Slater averaged exchange and the Gáspár-Kohn-Sham potential

Conventions

e² stands for q²/(4πε0) = 14.40 eV Å, with q the elementary charge; ħ²/2m = 3.810 eV Å²; a0 = ħ²/(me²) = 0.5292 Å. The density n counts both spins, kF = (3π²n)^(1/3), x = k/kF, and the radius rs (in units of a0) is defined by (4π/3)(rs a0)³ = 1/n, so that kF a0 = (9π/4)^(1/3)/rs. One-electron energies are measured from the mean electrostatic potential of the neutral system.

Statement

For the spin-unpolarised uniform electron gas in the plane-wave Hartree-Fock (HF) state:

(A) The exchange self-energy is
Σ(k) = −(2e²kF/π) F(x), F(x) = 1/2 + [(1 − x²)/(4x)] ln|(1 + x)/(1 − x)|,
with F(0) = 1 and F(1) = 1/2.

(B) The average of F over the Fermi sphere is 3/4. The averaged self-energy, Slater's potential (1951), is vS = −3e²kF/(2π) = 2εx, where εx = −3e²kF/(4π) is the exchange energy per electron.

(C) The derivative of the exchange energy per volume is d(nεx)/dn = Σ(kF) = −e²kF/π. With the local density inserted, this is the potential of Gáspár (1954) and of Kohn and Sham (1965), vGKS.

(D) Both belong to the family v(α) = −(3α/2) e² (3n/π)^(1/3), with α = 1 for (B) and α = 2/3 for (C).

(E) The occupied bandwidth W = ε(kF) − ε(0) is W0 = ħ²kF²/2m for every local potential and W0 + e²kF/π in HF.

Premises

P1. N electrons move in a periodic box of volume V with a uniform neutralising background; N, V → ∞ at fixed n. The background removes the q = 0 Fourier component of the Coulomb interaction, whose other components are 4πe²/q².
P2. The state is one determinant of plane waves exp(ik·r)/√V, each k with |k| ≤ kF occupied once for each spin.
P3. The motion is non-relativistic and the temperature is zero.
P4. For a non-uniform system only: each volume element contributes as a uniform gas of the local density n(r).

Proof of (A)

The Hartree potential of a uniform density cancels the background potential. The HF equation then contains the kinetic operator and the Fock operator K, which couples equal spins only:
(Kψ)(r) = −∫ d³r′ γσ(r, r′) e²/|r − r′| ψ(r′), γσ(r, r′) = Σj ψj(r) ψj*(r′),
with j over the occupied orbitals of spin σ. Under P2, γσ depends on r − r′ alone, so K is a convolution and plane waves are its eigenfunctions. Inserting ψ = exp(ik·r) leaves, for each occupied k′, the Fourier transform of the Coulomb interaction at q = k − k′:
Σ(k) = −(1/V) Σ(k′ occupied, k′ ≠ k) 4πe²/|k − k′|² → −∫(k′ < kF) d³k′/(2π)³ · 4πe²/|k − k′|². (1)
The singularity at k′ = k is integrable in three dimensions, so the omitted point has no weight in the limit P1. The eigenvalue is ε(k) = ħ²k²/2m + Σ(k).

With u the cosine of the angle between k and k′,
∫(−1 to 1) du/(k² + k′² − 2kk′u) = [1/(kk′)] ln|(k + k′)/(k − k′)|.
The azimuth gives 2π, the prefactor is 4πe² · 2π/(2π)³ = e²/π, and with y = k′/kF
Σ(k) = −[e²kF/(πx)] ∫(0 to 1) y ln|(x + y)/(x − y)| dy. (2)
The function G(y) = [(y² − x²)/2] ln|(x + y)/(x − y)| + xy is an antiderivative: the logarithm has derivative 2x/(x² − y²), which multiplied by (y² − x²)/2 gives −x and cancels the derivative of xy. G is continuous at y = x and G(0) = 0, so the integral equals G(1) = [(1 − x²)/2] ln|(1 + x)/(1 − x)| + x. Then G(1)/x = 2F(x), which is (A).

For x < 1 the logarithm is 2 Σ(j ≥ 0) x^(2j+1)/(2j + 1). The coefficient of x^(2j) in F for j ≥ 1 is (1/2)[1/(2j + 1) − 1/(2j − 1)], hence
F(x) = 1 − Σ(j ≥ 1) x^(2j)/(4j² − 1). (3)
This gives F(0) = 1 and shows that F falls monotonically. At x = 1 the sum telescopes to 1/2, so F(1) = 1/2.

Proof of (B)

Slater replaces the orbital-dependent quantity (Kψi)(r)/ψi(r) by its average over occupied orbitals of one spin, weighted with |ψi(r)|²:
vS(r) = Σi ψi*(r)(Kψi)(r)/nσ(r) = −∫ d³r′ [|γσ(r, r′)|²/nσ(r)] e²/|r − r′|. (4)
Since ∫|γσ(r, r′)|² d³r′ = nσ(r) for orthonormal orbitals, vS is the electrostatic potential of a hole containing exactly one electron. For plane waves all weights equal 1/V and Kψ = Σ(k)ψ, so vS is the plain average of Σ over the Fermi sphere, with normalised weight 3x² dx. The series (3) converges uniformly on 0 ≤ x ≤ 1 and may be integrated term by term:
⟨F⟩ = 1 − 3 Σ(j ≥ 1) 1/[(2j − 1)(2j + 1)(2j + 3)].
Each term equals (1/4){1/[(2j − 1)(2j + 1)] − 1/[(2j + 1)(2j + 3)]}, so the sum telescopes to (1/4)(1/3) = 1/12 and ⟨F⟩ = 3/4. Thus vS = −3e²kF/(2π).

With occupation numbers f the exchange energy is
Ex = −(1/2V) Σσ Σ(k ≠ k′) f(kσ) f(k′σ) 4πe²/|k − k′|² = (1/2) Σ(kσ) f(kσ) Σ(k). (5)
The factor 1/2 counts each pair once. Therefore εx = Ex/N = vS/2 = −3e²kF/(4π), which is proportional to n^(1/3).

Proof of (C)

First route. The energy per volume nεx is proportional to n^(4/3), so d(nεx)/dn = (4/3)εx = −e²kF/π.

Second route. Ex in (5) is a symmetric quadratic form in f, so ∂Ex/∂f(kσ) = Σ(k): differentiation acts on either factor and removes the 1/2. Raising the density at fixed V within P2 fills a thin shell at |k| = kF and changes no other occupation. Hence dEx = Σ(kF) dN, and d(nεx)/dn = Σ(kF) = −(2e²kF/π)(1/2), as in the first route.

Under P4 the energy is Ex[n] = ∫ n εx(n(r)) d³r, Dirac's expression (1930). In the Kohn-Sham scheme the orbitals minimise the sum of the non-interacting kinetic, external, Hartree and exchange energies under orthonormality, with n = Σi|ψi|². Varying ψi* changes n by ψi δψi* and Ex by ∫ [d(nεx)/dn] ψi δψi* d³r. The potential multiplying ψi in the stationarity condition is therefore vGKS(r) = d(nεx)/dn at n(r).

Proof of (D), and what α means

Because kF/π = (3π²n/π³)^(1/3) = (3n/π)^(1/3), the family reads v(α) = −(3α/2) e²kF/π. Setting α = 1 gives (B) and α = 2/3 gives (C). The ratio 3/2 is ⟨F⟩/F(1) = (3/4)/(1/2).

The difference vGKS − vS = +e²kF/(2π) is called the response potential. Writing nεx = n vS/2 and differentiating gives vS/2 + (n/2) dvS/dn = vS/2 + vS/6 = (2/3)vS. If the pair-correlation function of the hole stayed fixed as a function of distance, the energy per volume would be quadratic in n and its derivative would be vS. The actual hole keeps one electron and shrinks as 1/kF, which supplies the missing −vS/3.

Two consequences single out α = 2/3 within exchange-only theory. First, v(α) is the derivative of the functional (3α/2) ∫ nεx d³r, which returns the exchange energy (5) of the uniform gas only for α = 2/3; the functional that generates α = 1 is 3/2 times that energy. Second, the chemical potential of the state P2 is μ = dE/dN = ħ²kF²/2m + Σ(kF), and the highest occupied level ħ²kF²/2m + v(α) equals μ only for α = 2/3. With α = 1 it lies below μ by e²kF/(2π). Slater's value in turn reproduces the mean of the occupied HF eigenvalues, and it coincides with Σ(k) at the root of F(x) = 3/4, x = 0.796.

For unequal spin densities, (5) is a sum of two independent terms. Spin σ alone has kFσ = (6π²nσ)^(1/3), the Fermi wavevector of an unpolarised gas of density 2nσ, and carries half the exchange energy of that gas. Hence vσ(α) = −(3α/2) e² (6nσ/π)^(1/3), with the same two values of α.

Proof of (E)

In the uniform gas any local potential of the density, including a local correlation term, is one constant for all k. It drops out of ε(kF) − ε(0), leaving W0. In HF, ε(k) rises monotonically because F falls, and Σ(kF) − Σ(0) = (2e²kF/π)(1 − 1/2) = e²kF/π. Using e² = ħ²/(m a0),
W(HF)/W0 = 1 + 2/(π kF a0) = 1 + 0.3317 rs. (6)
The slope follows from dF/dx = 1/(2x) − [(1 + x²)/(4x²)] ln|(1 + x)/(1 − x)|, which tends to −∞ logarithmically as x → 1. The HF group velocity diverges at kF, and the density of levels, proportional to k²/(dε/dk), vanishes there. The origin is the 1/q² singularity in (1).

Range of validity

Results (A) to (C) and (E) are exact properties of the determinant P2 at every density. That determinant is a stationary HF solution and not the lowest one; Overhauser showed that it is unstable towards spin-density waves. The statements concern P2 alone.

Correlation is omitted. In the total energy per electron, exchange is the leading correction to the kinetic term as rs → 0. In the k-dependence of the levels, the omitted screening is as large as the effect itself at metallic density. Its size can be estimated by replacing 4πe²/q² in (1) with 4πe²/(q² + κ²), κ² = 4kF/(πa0) (Thomas-Fermi). With b = κ/kF the same angular integration gives Σ = −(2e²kF/π) Fb(x), Fb(x) = [1/(4x)] ∫(0 to 1) y ln{[(x + y)² + b²]/[(x − y)² + b²]} dy, whose end values are
Fb(0) = 1 − b arctan(1/b), Fb(1) = 1/2 − (b/2) arctan(2/b) + (b²/8) ln(1 + 4/b²). (7)
They reduce to 1 and 1/2 as b → 0, and for b > 0 the slope at kF is finite. This model is static and ignores the q-dependence of κ, so it indicates a magnitude only.

The eigenvalues have different meanings. By (5), the HF level is ∂E/∂f(kσ), the negative of the removal energy at frozen orbitals (Koopmans). Kohn-Sham levels belong to an auxiliary system, and only the highest occupied one is tied to μ. W0 is thus not derived as a quasiparticle bandwidth.

The local forms need P4, that is |∇n|/(2kF n) ≪ 1, and the ratio 2/3 is specific to the uniform gas. For two electrons in one spatial orbital ψ, as in Li⁺, γσ = ψ(r)ψ*(r′) and (4) gives vS = −vH/2, with vH the Hartree potential of n = 2|ψ|². The exchange energy is minus half the Hartree energy, so its functional derivative is also −vH/2: the response potential vanishes. This potential decays as −e²/r, while v(α) decays exponentially with n^(1/3) for any α.

P3 requires T far below W0/kB and ħkF ≪ mc.

Illustration: occupied bandwidth of Na

Sodium is modelled as jellium with one valence electron per atom in a body-centred cubic lattice. The input is an approximate lattice constant a = 4.23 Å, typical of low temperature. Then n = 2/a³ = 0.0264 Å⁻³, kF = (6π²)^(1/3)/a = 0.9215 Å⁻¹, rs = 3.94, W0 = 3.24 eV and e²kF/π = 4.22 eV. Energies are carried to 0.01 eV so that the arithmetic can be followed; a change of 1 % in a shifts W0 by 2 % and the exchange terms by 1 %. The exchange energy per electron is −3.17 eV (the functional behind α = 1 gives −4.75 eV), vS = −6.34 eV, vGKS = −4.22 eV, and the response potential is +2.11 eV.

Levels in eV:

x | kinetic | F | Σ | ε(HF) | ε(α = 2/3) | ε(α = 1)
0 | 0 | 1 | −8.45 | −8.45 | −4.22 | −6.34
0.75 | 1.82 | 0.784 | −6.62 | −4.80 | −2.40 | −4.52
1 | 3.24 | 0.5 | −4.22 | −0.99 | −0.99 | −3.10

The α = 2/3 band meets the HF band at the top, and the α = 1 band crosses it in the interior. Both local bands are 3.24 eV wide, while W(HF) = 3.24 + 4.22 = 7.46 eV, larger by the factor 2.3 of (6).

The neglected terms have these sizes. Temperature: W0/kB = 3.8 × 10⁴ K, and kBT at 300 K is 0.026 eV. Lattice: take a typical local pseudopotential component |V110| ≈ 0.2 eV at G = 2π√2/a = 2.101 Å⁻¹. In second order the twelve (110) vectors lower the band bottom by 12|V110|²/(ħ²G²/2m) with denominator 16.8 eV, that is 0.03 eV; the largest single term at kF, for k along G, has denominator (ħ²/2m) G(G − 2kF) = 2.1 eV and size 0.02 eV. Both are small against the exchange widening. Screening is not: b = 1.616, and (7) gives Fb(0) = 0.1045, Fb(1) = 0.0831, so the widening falls from 4.22 eV to 8.45 × (0.1045 − 0.0831) = 0.18 eV. Static screening removes about 4.0 eV, nearly the whole difference between HF and the local potentials. The remainder is too small for the Thomas-Fermi estimate to fix its size or sign, since frequency-dependent parts of the self-energy are absent from it. The supported results are about 3.2 eV for the LDA Kohn-Sham width of the jellium model, for either α, and about 7.5 eV for the HF width.